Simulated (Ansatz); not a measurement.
## CH2FGe−: structure from calculated spectroscopic constants

These gas-phase data were calculated for one isomer of CH2FGe− at PBE0-D3(BJ)/def2-SVPD (harmonic, unscaled wavenumbers; equilibrium rotational constants with average atomic masses):

```
rotational constants            : 15.17, 7.036, 4.806 GHz
all wavenumbers above 1500 cm⁻¹ : 3175, 3073
```

Candidates:

(1) `[H]/[C-]=[GeH]\[F]`, a singlet
(2) `[CH2]=[Ge-][F]`, a singlet
(3) `[H]/[Ge-]=[CH]/F`, a singlet

Task: Which candidate do the data belong to?

Result: Candidate (2). No mode falls between 1900 and 2250 cm⁻¹, where the Ge–H stretch of (1) would stand. 2 modes lie between 2750 and 3290 cm⁻¹, one for each C–H bond, while (3) has 1.

The same quantities for all candidates:

|  | rotational constants (GHz) | wavenumbers above 1500 cm⁻¹ | E above the lowest, PBE0-D3(BJ)/def2-SVPD (kcal/mol) |
| --- | --- | --- | --- |
| (1) | 34.47, 5.522, 4.76 | 3036, 2087 | 52.5 |
| (2) | 15.17, 7.036, 4.806 | 3175, 3073 | 0.0 |
| (3) | 48.86, 3.614, 3.365 | 3100, 1788 | 43.5 |

Harmonic stretches to hydrogen usually lie a few per cent above observed fundamentals. Each candidate is one conformer. Programs: Ansatz 0.2.0.

The two high wavenumbers are the symmetric and antisymmetric stretches of a CH2 group, and the rotational constants independently support H2C=GeF−. Its smallest A constant of the three probably reflects a narrow C–Ge–F angle, as expected when germanium keeps an s-rich lone pair and bonds mainly through its p orbitals.

The same bonding picture explains the energy order. The lowest isomer combines a strong, polar Ge–F bond with two C–H bonds and leaves the lone pair on germanium. Isomer (3), at 43.5 kcal/mol, exchanges Ge–F and C–H for C–F and the weaker Ge–H. Isomer (1) keeps Ge–F but moves a hydrogen to germanium and the lone pair to carbon, which is costlier still. The Ge–H stretch falls from 2087 to 1788 cm⁻¹ when the lone pair sits on germanium, consistent with a more p-rich, weaker bond. The stretches alone would not exclude an untested CH2 isomer such as FCH2–Ge−.
